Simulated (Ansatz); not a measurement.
**A substitution series on Hf: NH2 to OH**

On one Hf centre that keeps F, n of the NH2 ligands are replaced by OH. The dipole moment y in D at wB97M-V/def2-TZVPP. Shapes: PBE0-D4/def2-TZVP. Flexible molecules stand in one conformer, not always the lowest. Programs: Ansatz 0.2.0.

| molecule | n | y (D) |
| --- | --- | --- |
| Hf(NH2)3F | 0 | 1.90 |
| Hf(NH2)2(OH)F | 1 | 2.41 |
| Hf(NH2)(OH)2F | 2 | ? |
| Hf(OH)3F | 3 | 3.05 |

Task: Fit y = c + s·n to the known rows and predict Hf(NH2)(OH)2F.

Result: 
1. Means of the 3 rows: n = 1.33333, y = 2.453.
2. Σ(Δn)² = 4.6667, Σ(Δn·Δy) = 1.7467, so the slope is 1.7467/4.6667 = 0.37429.
3. Intercept: 2.453 − (0.37429) × 1.33333 = 1.954. The largest residual of the fit is 0.082.
4. Hf(NH2)(OH)2F: 1.954 + (0.37429) × 2 = 2.70 D.

The run gave 2.62 D, so the prediction is off by +0.08 D, about the largest residual. The steps per swap are uneven (+0.51, +0.21, +0.43), so a line is a poor model. Dipoles add as vectors. Other levels give for Hf(NH2)(OH)2F: r2SCAN-D4/def2-TZVPP 2.59; B3LYP-D4/def2-TZVPP 2.63 D. For atoms past krypton def2 sets carry core potentials with scalar relativity.

The dipole moment grows with every replacement of NH2 by OH, but bond polarity alone does not readily explain this. Oxygen is more electronegative than nitrogen, so OH resembles F more closely than NH2 does. In a roughly tetrahedral d0 Hf(IV) molecule, that should make the opposing metal-ligand bond moments more alike and favour a smaller total.

The rise therefore probably comes from the ligands' own moments. Planar, π-donating NH2 carries its two N-H bonds nearly symmetrically about the Hf-N axis, whereas a bent OH has a sideways component that can add to or cancel the others, depending on where the hydrogen points. This would also account for the uneven steps. The functionals differ by much less than these steps do, so the unevenness is unlikely to stem from the choice of functional.

The series thus supports neither a fixed dipole increment per OH nor a reading of the larger moment as a more ionic Hf centre. Separating bond polarity from ligand orientation would require the dipole's vector components.
